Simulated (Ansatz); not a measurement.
Level of theory: Ansatz, DFT PBE, scalar-relativistic, plane waves, PAW. Settings: cutoff 420 eV, Γ-centred meshes spaced at most about 0.3 Å⁻¹, and about 0.25 Å⁻¹ or finer for metals (2π included), Gaussian smearing. Collinear spin in cells that started with moments and kept them past the coarse steps, no spin elsewhere.

Temperature and zero-point effects are left out.

Compare these two cells of Zr₂Si₃, each relaxed at this level.

A. (no spin)

```xyz
5
Lattice="5.1788 0.0000 0.0000 0.0000 5.1788 0.0000 0.0000 0.0000 5.1256" Properties=species:S:1:pos:R:3 pbc="T T T"
Zr    2.5894    2.5894    2.5628
Zr    2.5894    2.5894    0.0000
Si    2.5894    0.0000    0.0000
Si    0.0000    2.5894    0.0000
Si    0.0000    0.0000    0.0000
```

B. (site moments Zr 0.4 μB)

```xyz
5
Lattice="4.8691 0.0000 0.0000 0.0000 4.8691 0.0000 0.0000 0.0000 4.8691" Properties=species:S:1:pos:R:3 pbc="T T T"
Zr    0.0000    0.0000    0.0000
Zr    2.4345    2.4345    2.4345
Si    2.4345    0.0000    0.0000
Si    0.0000    2.4345    0.0000
Si    0.0000    0.0000    2.4345
```

Problem. Which form is favoured at zero pressure, and by what margin per atom?

Solution. B is lower, by 293 meV/atom. A has space group P4/mmm (No. 123), 27.5 Å³/atom and no gap on its mesh; B has space group Pm-3m (No. 221), 23.1 Å³/atom and no gap. Counting Si atoms around Zr (those within 1.25 times the shortest such distance or 1.15 times the sum of covalent radii, 1.27 where that leaves under three; a plus sign parts nearer from farther groups; the shortest distance is added where it exceeds 1.18 times the sum of covalent radii; a slash parts the counts of unlike sites), A has Zr 4/8+8 from 3.6 Å and B has Zr 6/12 from 3.4 Å. Their magnetic states differ too, which can make part of the margin. The denser one is the lower, and pressure would at first widen the difference. Even the lower one lies +0.76 eV/atom against the reference forms of the elements (uncorrected), so neither is stable at this level. Both come from invented guesses. A third cell relaxed alike, in P-4m2, lies 1.23 eV/atom below the lower of the two.

The magnetic state reached may not be the lowest. Cells relaxed within their symmetry can be saddle points. Some structure types and database cells were kept out of the candidates from the start, so a known form may be missing.

B wins a contest between two poor structures. In both, one Zr is held too tightly and the other sits in an oversized cage, with its nearest Si at 3.6 Å in A and 3.4 Å in B. B gives its tightly held Zr six Si neighbours in an octahedron, against four in a plane in A, which favours Zr d–Si p bonding. A also stacks Zr atoms along c at half the cell length, far closer than in the metal, and the resulting core repulsion probably outweighs what its Si–Si contacts gain.

The +0.76 eV/atom of B doesn't mean that Zr and Si resist combining. Zirconium silicides are known to form exothermically, and the P-4m2 cell, 1.23 eV/atom lower, falls below the elements too. The penalty therefore comes from the atomic arrangement, not from the composition. The Zr moments in B are unusual for a silicide of this broad-band 4d metal, and suggest narrow d states at the Fermi level caused by the ill-fitting sites, rather than magnetism typical of Zr–Si phases.
